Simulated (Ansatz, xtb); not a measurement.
## Relative energy of two isomers of C3H10BP

Structure I: `CCCBP`, a singlet. Structure II: `CCB(C)P`, a singlet. Both are isolated molecules in the gas phase, relaxed with B3LYP-D3(BJ)/def2-SVP, each in the lowest conformer that the search found.

**Question.** Which of the two would you expect CCSD(T)/def2-SVP + ΔMP2/def2-TZVPP electronic energies to favour?

**Answer.** Structure II; the calculation gives E(II) − E(I) = −46.3 kJ/mol.

The same difference at several levels:

| level | geometry | E(II) − E(I) (kJ/mol) | departure from the last row (kJ/mol) | job, with rough time for the two |
| --- | --- | --- | --- | --- |
| GFN2-xTB | GFN2-xTB | +10.1 | +56.5 | optimisation, 0.44 s |
| HF/STO-3G | GFN2-xTB | −41.5 | +4.8 | single point, 0.69 s |
| r2SCAN-D4/def2-SVP | GFN2-xTB | −51.3 | −5.0 | single point, 4.6 s |
| B3LYP-D3(BJ)/def2-SVP | B3LYP-D3(BJ)/def2-SVP | −46.7 | −0.4 | optimisation, 71 s |
| HF/def2-SVP | B3LYP-D3(BJ)/def2-SVP | −45.0 | +1.3 | part of the CCSD(T) run |
| MP2/def2-SVP | B3LYP-D3(BJ)/def2-SVP | −45.9 | +0.4 | part of the CCSD(T) run |
| CCSD(T)/def2-SVP | B3LYP-D3(BJ)/def2-SVP | −43.3 | +3.0 | single point |
| CCSD(T)/def2-SVP + ΔMP2/def2-TZVPP | B3LYP-D3(BJ)/def2-SVP | −46.3 |  | single point, 62 s |

As drawn, II has 1 C–B, 1 C–H in place of 1 C–C, 1 B–H.

GFN2-xTB puts the two in the other order. The largest departure from CCSD(T)/def2-SVP + ΔMP2/def2-TZVPP is that of GFN2-xTB, 56.5 kJ/mol. The last row adds to CCSD(T) the change of the MP2 difference between the two basis sets, here −3.0 kJ/mol.

With thermal terms from frequencies at re-optimised GFN2-xTB minima (ideal gas, soft modes damped towards free rotors, one conformer each, 298.15 K, 1 atm): on the last row, ΔE + ΔZPE = −46.7, ΔH = −45.0, ΔG = −49.0 kJ/mol.

The correlated steps freeze 9 core orbitals. Run with Ansatz 0.2.0, xtb 6.7.1; the last row on 2 threads of Intel(R) Xeon(R) Processor @ 2.70GHz on a shared host.

Moving a carbon from the end of the propyl chain onto boron clearly favours the dialkylborane, II. The exchange replaces a B–H and a C–C bond with a C–B and a stronger C–H bond. The second alkyl group also feeds electron density into boron's formally empty p orbital through hyperconjugation, which hydride cannot do. Phosphorus lone-pair donation into the same orbital is available in both isomers, so it probably cancels in large part. Hartree–Fock already recovers nearly the whole preference, which marks it as a matter of bond polarity and delocalisation rather than of differential correlation. GFN2-xTB alone reverses the order, probably through an imbalance in its parametrised boron bonding. The thermal terms leave the preference intact, so it is essentially electronic in origin. The ordering applies to the free monomers; it does not show which isomer would prevail once P→B association, common for unhindered phosphinoboranes, sets in.
